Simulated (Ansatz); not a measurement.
Li2Pd: energy above lowest point against volume scale

All results are calculated (Ansatz 0.2.0). Free energy against uniform scaling of the volume at fixed shape and fractions; periodic cell, basis, potentials, k mesh and filling as listed.

The cell before it is scaled or strained (space group P6/mmm, No. 191):
```
Li2Pd
1.0
      4.2220     0.0000     0.0000
     -2.1110     3.6564     0.0000
      0.0000     0.0000     2.7240
Li Pd
2 1
Direct
  0.33333 0.66667 0.50000
  0.66667 0.33333 0.50000
  0.00000 0.00000 0.00000
```

Settings of every row: functional PBEsol; dispersion none; potentials all-electron LAPW; k mesh 8x8x11; k shift 0x0x0; occupations fermi dirac; smearing width 0.1 eV; spin none.

Limits: coarse k mesh, up to 40 meV an atom off.

| row | volume scale | V (Å³/atom) | energy above lowest point (meV/atom) |
| --- | --- | --- | --- |
| 1 | 0.94 | 13.176 | ? |
| 2 | 0.97 | 13.597 | 0 |
| 3 | 1 | 14.017 | 3.5 |
| 4 | 1.03 | 14.438 | 10.8 |
| 5 | 1.06 | 14.858 | 21.3 |

Question: what energy above lowest point should row 1 give?

Worked fit of energy above lowest point. Take u = (V_r/V)^(2/3) − 1 with V_r = 14.227 Å³ an atom, which is twice the finite (Eulerian) strain; such expansions in the strain, on which the Birch-Murnaghan equation of state is built, carry the rest volume and the bulk modulus. The shown rows have u = 0.03066, 0.00996, -0.00977, -0.02852. Least squares give energy above lowest point = 6.7 − 370.6 × u + 4955 × u² meV/atom; a straight line predicts inner rows, each left out in turn, worse (root mean square 2.8 against 0.0082 meV/atom). All shown rows lie on it to the printed digit. The withheld row has u = 0.05249, so the fit gives 6.7 − 370.6 × (0.05249) + 4955 × (0.05249)² = 0.9 meV/atom.

The calculation gave 1 meV/atom. The fit lies 0.1 meV/atom (10 % of the value, 0.47 % of the column's range) below it, one unit of the last digit. This row lies beyond the range of the fit.
